**Q:** PBE0 gives this crystal a wider gap than HSE06. Does it stretch the whole band structure, or only push the empty bands up?

Band levels of SiC5N8 (beta-nitride host, 14-atom cell, space group Pm) with HSE06 (cheaper level) and PBE0 (costlier level), each from its own valence top; v1 is the highest filled band and c1 the lowest empty one. Ansatz 0.2.0, plane-wave PAW, 420 eV cutoff, 4×6×4 k mesh, no spin polarisation, both at the same r2SCAN-relaxed structure.

| point name | band v2, cheaper level (eV) | band v1, cheaper level (eV) | band c1, cheaper level (eV) | band c2, cheaper level (eV) | band v2, costlier level (eV) | band v1, costlier level (eV) | band c1, costlier level (eV) | band c2, costlier level (eV) |
| --- | --- | --- | --- | --- | --- | --- | --- | --- |
| Gamma | -0.325 | 0.000 | 4.592 | 4.924 | -0.324 | 0.000 | 5.374 | 5.702 |
| Z | -2.558 | -2.180 | 4.282 | 5.048 | -2.566 | -2.188 | 5.057 | 5.826 |
| D | -2.011 | -1.821 | 4.318 | 5.078 | -2.012 | -1.824 | 5.095 | 5.861 |
| B | -0.233 | -0.054 | 5.047 | 5.206 | -0.233 | -0.053 | 5.832 | 5.986 |
| A | -0.200 | -0.030 | 4.997 | 5.132 | -0.200 | -0.028 | 5.779 | 5.915 |
| E | -2.058 | -1.899 | 4.351 | 5.264 | -2.061 | -1.902 | 5.129 | 6.049 |
| C_2 | -1.991 | -1.633 | 4.631 | 5.592 | -1.994 | -1.635 | 5.412 | 6.376 |
| Y_2 | -0.232 | -0.036 | 4.855 | 5.330 | -0.231 | -0.035 | 5.638 | 6.114 |
| extra_v | -0.325 | 0.000 | 4.593 | 4.925 | -0.324 | 0.000 | 5.374 | 5.702 |
| extra_c | -2.532 | -1.880 | 4.283 | 5.023 | -2.541 | -1.886 | 5.058 | 5.800 |

**A:** It pushes them up almost rigidly. Here v1 is the highest filled band and c1 the lowest empty one, with v2 and c2 next to them. Measured from the valence top, both empty bands rise by 0.775 to 0.785 eV in every row, while the filled bands move by less than 0.01 eV.

**Q:** But the rows look so different. At Z the top filled band lies more than 2 eV down, and at A it is almost at the valence top.

**A:** That makes the rows a good test. Take the vertical gap, from v1 to c1 at the same k point. It is 4.59 eV at Gamma and 6.46 eV at Z, so if PBE0 enlarged gaps in proportion, the opening of 0.78 eV at Gamma would become 1.1 eV at Z. The calculation gives 0.78 eV there too. A straight line through the vertical gaps of all ten rows, PBE0 against HSE06, has slope 1 and a constant of 0.78 eV, as the printed analysis below shows.

**Q:** What kind of change treats both empty bands alike, at every k point in the table?

**A:** One that asks only whether a state is filled. Exact exchange lowers an electron's energy through its overlap with the filled states. Both functionals use a quarter of it at short distance, but only PBE0 keeps that quarter at long distance. The long-range part of the repulsion is smooth: it varies over about 5 Å, whereas the exchange partners of an electron in an insulator sit mostly within a bond length or so. Over that region the interaction is nearly constant.

**Q:** And why does a constant interaction tell filled from empty?

**A:** The long-range interaction is $e^2\,\mathrm{erf}(\omega r)/r$, where $r$ is the distance between two electrons and $\omega$ sets where the long range begins. At $r=0$ it has the finite value $2\omega e^2/\sqrt{\pi}$. Put this constant into the exchange operator, and what remains is the density matrix, which returns a filled state unchanged and gives zero for an empty one. Filled levels therefore drop by

$$A=\frac14\,\frac{2\omega e^2}{\sqrt{\pi}},$$

and empty levels stay where they are. In this limit neither the gap nor the k point enters. In a small-gap crystal the density matrix reaches further, and a smaller opening is expected.

**Q:** How large is that here?

**A:** The usual $\omega$ is about 0.20 per Å, a recalled value that the outputs do not state. With $e^2=14.4$ eV Å, the contact value is $2\times0.20\times14.4/1.77\approx3.25$ eV, and a quarter of it is 0.81 eV. The other usual rounding, 0.11 per bohr, gives 0.84 eV, and the energy terms of the two runs point to that one. The exact-exchange energy falls by 26.6 eV for 64 electrons, 0.416 eV each. Since each pair counts once and the interaction never exceeds its contact value, that fall should not exceed $A/2$, which is 0.406 eV for 0.20 per Å and 0.422 eV for 0.11 per bohr. The computed opening of 0.78 eV is then about 7 % below the estimate, which uses no gap from the table.

**Q:** Where does the missing part go?

**A:** Some shortfall is expected, because the interaction is not quite constant: at the N–C distance it has already fallen to 97 % of its contact value. That curvature is expected to act on both edges: it couples filled to empty states, so a filled level drops a little less than $A$ and an empty one is pulled down a little, the more so the nearer they lie to the gap. How much of the shortfall this accounts for is not separated here. Long-range exchange converges slowly with the k mesh, and the mesh was not tested for convergence here. The differences of about 0.01 eV between rows lie beyond the constant, but they are not random. Filled levels near the valence top keep their place, the deeper ones sink slightly, most at Z and extra_c, and c1 rises least where it is lowest. This slight stretch runs the way the curvature would make it run, though depth alone does not order the rows: v1 at E lies about as deep as at extra_c and moves half as much.

**Q:** You said that the filled levels drop. In the table it is the empty ones that rise.

**A:** The table sets the valence top to zero at each level, which hides its motion. On the program's own energy scale the valence top falls by 0.40 eV and the conduction minimum rises by 0.38 eV.

**Q:** Then the empty levels do move. Doesn't that contradict your operator?

**A:** No, it shows the other half of the swap from HSE06 to PBE0. When PBE0 takes in a quarter of the exact long-range exchange, it gives up a quarter of the approximate PBE form. That form acts through a local potential, which does not ask whether a state is filled. In the same limit its energy is $-\omega e^2/\sqrt{\pi}$ per electron, half the contact value because each pair counts once, and the potential is equally large. Removing a quarter of it raises every level by $A/2$, so filled levels end up $A/2$ lower and empty ones $A/2$ higher. The estimate is 0.42 eV each way, a little more than either edge does. Nor is it only the valence top that falls: the summed energies of the filled levels in the two runs give an average drop of 0.41 eV per electron.

**Q:** So may I take the HSE06 bands and simply shift them?

**A:** For the bands in this table, yes: keep the two highest filled bands and raise the two lowest empty ones by 0.78 eV, and you reproduce the PBE0 levels of every row to about 0.01 eV. The gap stays indirect, from Gamma to Z, which has the lowest c1 in the table with both functionals. The row extra_c comes almost as low, but it is a different k point: its top filled band lies about 0.3 eV higher than the one at Z. The shift does not tell you which gap to trust. Both levels use the same r2SCAN structure, which is fair for the difference but leaves its mark on each gap, and there is no measured gap here to decide between 4.28 and 5.06 eV.

Output of the analysis:

```
Changes from HSE06 to PBE0 in eV:
      row  v2 change  v1 change  c1 change  c2 change  vertical gap HSE06  vertical gap opening
    Gamma      0.001          0      0.782      0.778               4.592                 0.782
        Z     -0.008     -0.008      0.775      0.778               6.462                 0.783
        D     -0.001     -0.003      0.777      0.783               6.139                  0.78
        B          0      0.001      0.785       0.78               5.101                 0.784
        A          0      0.002      0.782      0.783               5.027                  0.78
        E     -0.003     -0.003      0.778      0.785                6.25                 0.781
      C_2     -0.003     -0.002      0.781      0.784               6.264                 0.783
      Y_2      0.001      0.001      0.783      0.784               4.891                 0.782
  extra_v      0.001          0      0.781      0.777               4.593                 0.781
  extra_c     -0.009     -0.006      0.775      0.777               6.163                 0.781
Mean opening of the vertical gap, eV: 0.7817
Opening of the indirect gap, eV: 0.775
Opening of the indirect gap, percent of the HSE06 gap: 18.1
fit of gapP on 10 rows: coefficient of gapH 1 +/- 0.00062, constant 0.7815 +/- 0.0034; rms 0.00127, worst B -0.00232, leave-one-out rms 0.00154
Opening at Z if gaps scaled in proportion as at Gamma, eV: 1.1
Growth of the v1 drop from Gamma to Z, percent: 0.367
Predicted opening with omega 0.20 per angstrom, eV: 0.8124
Predicted opening with omega 0.11 per bohr, eV: 0.8444
Mean vertical opening as percent of prediction, omega 0.20 per angstrom: 96.22
Mean vertical opening as percent of prediction, omega 0.11 per bohr: 92.58
Predicted shift of each edge with omega 0.20 per angstrom, eV: 0.4062
Predicted shift of each edge with omega 0.11 per bohr, eV: 0.4222
Computed shift of the valence top on the program's scale, eV: -0.3963
Computed shift of the conduction minimum on the program's scale, eV: 0.3786
Range 1/omega, angstrom: 5
Long-range interaction at an N-C distance, percent of contact value: 97.19
```
